Student: I have a complaint about stopping theory. For a fast bare ion of charge ze, Bethe gives the logarithm ln(2mv²/I) and Bohr gives ln(1.123 mv³/(ze²ω)). Both rest on Coulomb scattering of target electrons, and for that the classical, the first Born and the exact quantum cross sections are all Rutherford's. How can there be two logarithms?

Lecturer: Because the Rutherford integral for the energy loss diverges logarithmically, so the answer depends on how close collisions are joined to distant ones. One derivation gives both limits and the bridge between them, which is Bloch's result of 1933. Conventions first. Gaussian units, e² = αħc = 1.44 eV nm; m is the electron mass, v the ion speed, v₀ = e²/ħ = αc the Bohr speed, nₑ the electron density of the target, Z its atomic number. The stopping number L is defined by

(1) −dE/dx = (4π z²e⁴ nₑ/(mv²)) L,

and the coupling parameter is y = ze²/(ħv) = zv₀/v. The premises are five. P1: the ion is a bare point charge, so heavy that it moves on a straight line at constant v. P2: the dynamics are nonrelativistic. P3: in close collisions an electron counts as free and initially at rest. P4: in distant collisions the ion's field is uniform over the atom and the atom responds linearly. P5: there is a distance b₁ at which P3 and P4 both hold.

Student: P5 looks like the place where you hide the difficulties.

Lecturer: It is where the validity conditions come from, and we shall return to it. Start with close collisions, in the ion's rest frame. The electron arrives with momentum ħk = mv and scatters elastically through θ. The momentum transfer is 2mv sin(θ/2), the same in both frames, so an electron at rest in the laboratory gains T = 2mv² sin²(θ/2) = mv²(1 − cos θ). Hence

(2) −dE/dx = nₑ mv² σ_tr, σ_tr = ∫ (1 − cos θ) |f|² dΩ.

Write f = (1/k) Σ (2l+1) a_l P_l(μ), with μ = cos θ and a_l = (exp(2iδ_l) − 1)/(2i). Over −1 ≤ μ ≤ 1 we have ∫ P_l² dμ = 2/(2l+1) and ∫ μ P_l P_(l+1) dμ = 2(l+1)/((2l+1)(2l+3)), and μ couples only neighbouring l. Therefore

σ_tr = (4π/k²) Σ [ (2l+1)|a_l|² − 2(l+1) Re(a_l a*_(l+1)) ].

Split 2l+1 into (l+1) + l and shift the index in the second piece, so that Σ l|a_l|² = Σ (l+1)|a_(l+1)|². The bracket becomes (l+1)|a_l − a_(l+1)|², and |a_l − a_(l+1)| = |exp(2iδ_l) − exp(2iδ_(l+1))|/2 = |sin(δ_(l+1) − δ_l)|. So

(3) σ_tr = (4π/k²) Σ_(l≥0) (l+1) sin²(δ_(l+1) − δ_l).

Student: That series assumes a short-range potential. Coulomb phases aren't even finite.

Lecturer: Let the field be pure Coulomb out to some large radius a and die away beyond it. Then (3) is legitimate. A wave with l ≪ ka crosses the outer region almost radially, so the cutoff adds a phase of size y ln(ka) that is common to all such l. It cancels in (3), which needs only differences of neighbouring phases.

Student: And those you will quote from a table of gamma functions.

Lecturer: We can derive them. With ρ = kr the radial equation is H_l u_l = u_l, where H_l = −d²/dρ² + l(l+1)/ρ² + 2η/ρ, and η = −y for an electron attracted to a positive ion. Put n = l+1 and W = n/ρ + η/n, so W² = n²/ρ² + 2η/ρ + η²/n² and W′ = −n/ρ². With A = −d/dρ + W and B = d/dρ + W,

BA = −d²/dρ² + W² + W′ = H_l + η²/n²,
AB = −d²/dρ² + W² − W′ = H_(l+1) + η²/n².

Apply A to BA u_l = (1 + η²/n²) u_l. This reads AB(A u_l) = (1 + η²/n²)(A u_l), so A u_l solves the equation for l+1 at the same energy. It is the regular solution, because u_l starts as ρⁿ(1 + ηρ/n) and A cancels the orders ρⁿ⁻¹ and ρⁿ, leaving ρⁿ⁺¹. At large ρ, u_l → sin φ_l with φ_l = ρ − η ln 2ρ − lπ/2 + σ_l, while dφ_l/dρ → 1 and W → η/n. Then

A u_l → (η/n) sin φ_l − cos φ_l = √(1 + η²/n²) sin(φ_l − π/2 + arctan(η/n)).

Comparing with φ_(l+1), modulo π, which (3) ignores,

(4) σ_(l+1) − σ_l = arctan(η/n), sin²(σ_(l+1) − σ_l) = y²/(n² + y²).

This is the step of σ_l = arg Γ(l+1+iη), but we need nothing beyond (4). Notice that the sign of η has dropped out.

Student: So now insert it.

Lecturer: The prefactor is mv²·4πy²/k² = 4πz²e⁴/(mv²), the one in (1). Keeping n = 1 to N,

(5) L_close = Σ_(n=1..N) n/(n² + y²).

The use of (3) with exact phases in this way is the route of Lindhard and Sørensen. Compare the classical result. The Rutherford orbit has tan(θ/2) = b₀/b with b₀ = ze²/(mv²), so T(b) = 2mv² b₀²/(b² + b₀²), and ∫ T 2πb db gives L = ∫ b db/(b² + b₀²). Measure b in units of ħ/(mv). Since b₀ = yħ/(mv), setting b = nħ/(mv) turns the integrand into n dn/(n² + y²). The quantum result is the classical integrand sampled at n = 1, 2, 3 and so on.

Student: Why is b tied to n = l+1 and not to l + ½?

Lecturer: Term n compares wave l, at l + ½, with wave l+1, at l + 3/2, and n lies midway. Each term represents a unit strip centred on n, so the sum up to N covers impact parameters out to b₁ = (N + ½)ħ/(mv). To sum (5), use the digamma function in the form ψ(1+w) = −γ + Σ_(n≥1) [1/n − 1/(n+w)], with γ = 0.5772 Euler's constant, so ψ(1) = −γ. It follows that Σ_(n=1..N) 1/(n+iy) = ψ(N+1+iy) − ψ(1+iy), and the real part of 1/(n+iy) is n/(n²+y²). For large N, ψ(N+1+iy) = ln(N+½+iy) + O(1/N²), whose real part is ln(N+½) + O(y²/N²). For N ≫ max(1, y),

(6) L_close = ln(mv b₁/ħ) − Re ψ(1+iy).

Student: It still diverges as b₁ grows.

Lecturer: Binding stops it. For b > b₁ go to the laboratory frame, with b measured from the nucleus. The ion's field has components E⊥ = ze b/(b²+v²t²)^(3/2) and E∥ = ze vt/(b²+v²t²)^(3/2). With E(ω) = ∫ E(t) exp(iωt) dt and ξ = ωb/v, the standard integrals for the modified Bessel functions give |E⊥(ω)| = (2ze/(bv)) ξK₁(ξ) and |E∥(ω)| = (2ze/(bv)) ξK₀(ξ). First-order perturbation theory with the dipole coupling gives, for an isotropic target, the excitation probability e²|x_j0|²|E(ω_j)|²/ħ² to level j, where x_j0 is the matrix element of one component of the summed electron coordinates and |E|² = |E⊥|² + |E∥|². Multiply by ħω_j and introduce the oscillator strengths f_j = 2mω_j|x_j0|²/ħ, which sum to Z by the Thomas-Reiche-Kuhn rule. The mean transfer per atom is

T(b) = Σ_j f_j e²|E(ω_j)|²/(2m) = (2z²e⁴/(mv²b²)) Σ_j f_j ξ_j² [K₀²(ξ_j) + K₁²(ξ_j)].

A classical oscillator of frequency ω_j absorbs exactly e²|E(ω_j)|²/(2m), which is why Bohr's classical treatment of this region survives. Integrate over 2πb db. From K₀′ = −K₁ and (ξK₁)′ = −ξK₀ we get d(ξK₀K₁)/dξ = −ξ(K₀² + K₁²), so each oscillator contributes ξK₀K₁ at ξ = ω_j b₁/v. For small ξ, ξK₁ → 1 and K₀ → ln(2/ξ) − γ. Defining the mean excitation energy by Z ln I = Σ f_j ln ħω_j,

(7) L_far = ln(2ħv/(I b₁)) − γ.

Add (6) and (7). The distance b₁ cancels, and −γ is ψ(1):

(8) L = ln(2mv²/I) + ΔL, ΔL = ψ(1) − Re ψ(1+iy).

From the series for ψ, ΔL = Σ [n/(n²+y²) − 1/n], that is

(9) ΔL = −y² Σ_(n≥1) 1/(n(n²+y²)).

Student: The matching bothers me twice. In (6) b is measured from the electron, in (7) from the nucleus. And first order at b₁ needs a small excitation probability, which for an orbit of radius r is about (2yr/b)². That fails for large y.

Lecturer: For the first, in the overlap region both pictures give T = 2z²e⁴/(mv²b²) per electron. Shifting the centre of the disc of radius b₁ by r changes the logarithm by a term of order r²/b₁², since the term linear in r averages out around the rim. That is negligible if r ≪ b₁, which P4 demands anyway. For the second, where b ≪ v/ω the passage is sudden, and a uniform kick Δp multiplies the wave function of each electron by exp(iΔp·x/ħ). The potential energy is unchanged and the kinetic energy rises by Δp²/(2m) + Δp·⟨p⟩/m, with ⟨p⟩ = 0 in a bound state. So the mean transfer is Δp²/(2m) for a kick of any size, and with Δp = 2ze²/(bv) it equals the first-order value. Linearity is really needed only near b ≈ v/ω, where it requires yrω/v ≪ 1, and for a harmonic oscillator not even that.

Student: Then show me the two limits.

Lecturer: For y < 1 expand each term of (9) in y²/n²: ΔL = −ζ(3)y² + ζ(5)y⁴ − …, with ζ(3) = 1.202. As y → 0, (8) becomes Bethe's L = ln(2mv²/I). That is the first Born result, in which a_l is replaced by the first-order phase and term n of (5) is simply 1/n. The leading correction is of order z² in L and z⁴ in the stopping power. For large y, ψ(1+iy) = ln(iy) + 1/(2iy) − 1/(12(iy)²) + …, so Re ψ(1+iy) = ln y + 1/(12y²) + … and ΔL → −ln y − γ. With I = ħω,

(10) L → ln(2mv²/(ħω)) − ln(ze²/(ħv)) − γ = ln(C mv³/(ze²ω)), C = 2 exp(−γ) = 1.123.

Planck's constant has cancelled and this is Bohr's logarithm with his constant. You can see why from (5). For y ≫ 1 the summand varies slowly, the sum becomes the classical integral ½ ln(1 + b₁²/b₀²) ≈ ln(b₁/b₀), and the effective inner cutoff is b₀. For y ≪ 1 the classical integral would collect an extra ln(1/y) from b₀ < b < ħ/(mv), but no term of the sum lies there, and the cutoff is the wavelength.

Student: Now my original complaint, sharpened. Formula (9) is dominated by n = 1, a close collision. But close collisions mean large angles, and there Born and exact cross sections are both Rutherford. The correction cannot be there.

Lecturer: In angle it is not there, and you are right to insist. Take the static field of range a again. The Born cross section follows Rutherford down to θ ≈ 1/(ka), the diffraction angle. For y ≫ 1 the true one follows it only down to the classical deflection at b ≈ a, which is θ ≈ 2y/(ka). The weight (1 − cos θ) dσ goes as dθ/θ, so the loss is about ln y, and it sits at small angles. In the partial-wave form the same loss sits at n ≲ y. There is no contradiction, since (3) and the angular integral are two different decompositions of one number. A low partial wave is spread over all angles, and the phases δ_l themselves, of size y ln(ka/l), are not small for most l < ka, so the amplitude is altered at all these l. Only the differences of phases become small for n ≫ y. The merit of (3) is that it confines the failure of first order to a few terms where the electron is free and the phase steps are known exactly.

Student: Fine. The conditions, please.

Lecturer: Collect them. From (6), b₁ ≫ max(1, y) ħ/(mv). From P3 and (7), b₁ ≪ v/ω. From P4, b₁ ≫ r. A window exists if, for the electrons that carry the oscillator strength, first max(1, y) ħω/(mv²) ≪ 1, and second rω ≪ v, meaning the ion outruns the orbital motion. Violation of the second gives shell corrections, which do not depend on z at leading order. The combination y ħω/(mv²) = ze²ω/(mv³) controls the Barkas term, odd in z, which (8) cannot contain because (4) is blind to the sign of the charge. Further, the ion must stay bare, which needs v well above zv₀ or a very thin target. For an ion in charge equilibrium y ≳ 1 therefore brings bound electrons with it, and the Bohr limit is then reached with a screened charge that (8) doesn't describe. Finally β = v/c must be small, or Dirac phases replace (4). The correction ΔL is sturdier than the full L, because (9) converges as 1/n³ and needs free electrons only for n up to a few times max(1, y).

Student: Numbers. O⁸⁺ at 5 MeV/u in a carbon foil.

Lecturer: With uc² = 931.494 MeV, the Lorentz factor is 1 + 5/931.494, so β² = 0.01065, β = 0.1032 and v = 14.14 v₀. Then y = 8/14.14 = 0.566, and Bohr's parameter κ = 2y is 1.13. P1 is safe, as m/M = 3.4×10⁻⁵ for M ≈ 16 u. In (9), y² = 0.320, the n = 1 term gives −0.242, the n = 2 term −0.037, and the whole series ΔL = −0.304, of which the first term is 80 per cent. Neither limit serves: −ζ(3)y² = −0.385, and −ln y − γ = −0.008.

For carbon use a typical mean excitation energy I = 81 eV and the typical molar mass A = 12.011 g/mol, with Z = 6. Then 2mv² = 10.88 keV, and

Bethe: L = ln(2mv²/I) = 4.90
Bohr, (10): L = 4.89
Bloch, (8): L = 4.60

Student: Bethe and Bohr agree with each other, and the bridge lies below both?

Lecturer: The two limiting logarithms cross where ln y + γ = 0, at y = exp(−γ) = 0.561, and this beam is almost on the crossing. Their agreement there is an accident of two asymptotes intersecting, and both lie about 0.30 above (8). Away from the crossing the lower asymptote is much closer: at y = 0.2 Bethe exceeds (8) by 0.046, and at y = 2 Bohr exceeds it by 0.021.

Per unit areal density, (1) reads S = K z²(Z/A) L/β² with K = 4πN_A e⁴/(mc²) = 0.3071 MeV cm²/mol. The factor multiplying L is 0.922 MeV/(mg/cm²). The model gives 4.52 MeV/(mg/cm²) with Bethe's logarithm and 4.24 with Bloch's, a reduction of 0.28, or 6.2 per cent. Across an assumed foil of 10 µg/cm² the model's losses are 45 keV and 42 keV, and the Bloch term is worth 2.8 keV. Since ΔL depends only on z and v, the same −0.304 applies when this beam crosses silicon, as in heavy-ion testing of chips. With a typical I = 173 eV the Bethe logarithm is 4.14 and the model's reduction is 7.3 per cent, though the silicon K electrons move about as fast as the ion and the window is closed for them.

Student: And is it open for carbon?

Lecturer: Moderately. The inner length ħ/(mv) is 0.0037 nm and the adiabatic length ħv/I is 0.25 nm, a ratio mv²/I of 67. For the K shell, assume a radius a₀/5.7 = 0.0093 nm and a typical binding energy of 284 eV as the lowest ħω. Then v/ω is at most 0.072 nm, some 7.7 radii, which is a narrow window. For ΔL alone the relevant small number is ħω/(mv²) = 0.05 at that edge.

Student: So what do the neglected terms amount to? If they match 0.3, your 4.24 is decoration.

Lecturer: One of them rivals it. I quote the estimates without deriving them. Lindhard's single-frequency estimate of the Barkas term is (3π/2)(ze²ω/(mv³)) ln(2mv²/ħω). With ħω = I the small parameter is 0.0084 and the term is about +0.19, opposite in sign to ΔL and roughly two thirds of it, and such an estimate may well be off by a factor near two. The leading shell term is about −⟨vₑ²⟩/v². With a typical total electronic kinetic energy of 37.8 hartree for the carbon atom, ⟨vₑ²⟩ = 2 × 37.8/6 v₀² = 12.6 v₀², and the term is about −0.06. The leading Mott term, (π/2) zαβ, is +0.009, and the relativistic addition −ln(1 − β²) − β² to Bethe's logarithm is 6×10⁻⁵. Together they add about +0.14, which would move L to roughly 4.7 and the model's stopping power to roughly 4.4 MeV/(mg/cm²). As for the charge state, the foil holds 5.0×10¹⁷ atoms/cm², and an assumed capture cross section of 10⁻¹⁹ cm² lets a fraction of about 0.05 of the ions pick up an electron before the exit. In a much thicker foil P1 would need revising.

Student: Then the defensible statement is narrower than the one I came in to attack.

Lecturer: It is this. For a bare ion fast compared with the target electrons, the part of L that is even in z and beyond first Born is ψ(1) − Re ψ(1+iy), independent of the target at leading order. For 5 MeV/u O⁸⁺ it is −0.30, about 6 per cent of the model's Bethe logarithm for carbon. The total of 4.24 MeV/(mg/cm²) is that of the model (8) with I = 81 eV, and it omits a Barkas term that cancels a good part of the Bloch term. The two are told apart by their dependence on z at fixed speed: the Barkas term changes sign with z and grows linearly in it, while ΔL is even, starts as −1.202 y² and bends over to −ln y − 0.5772.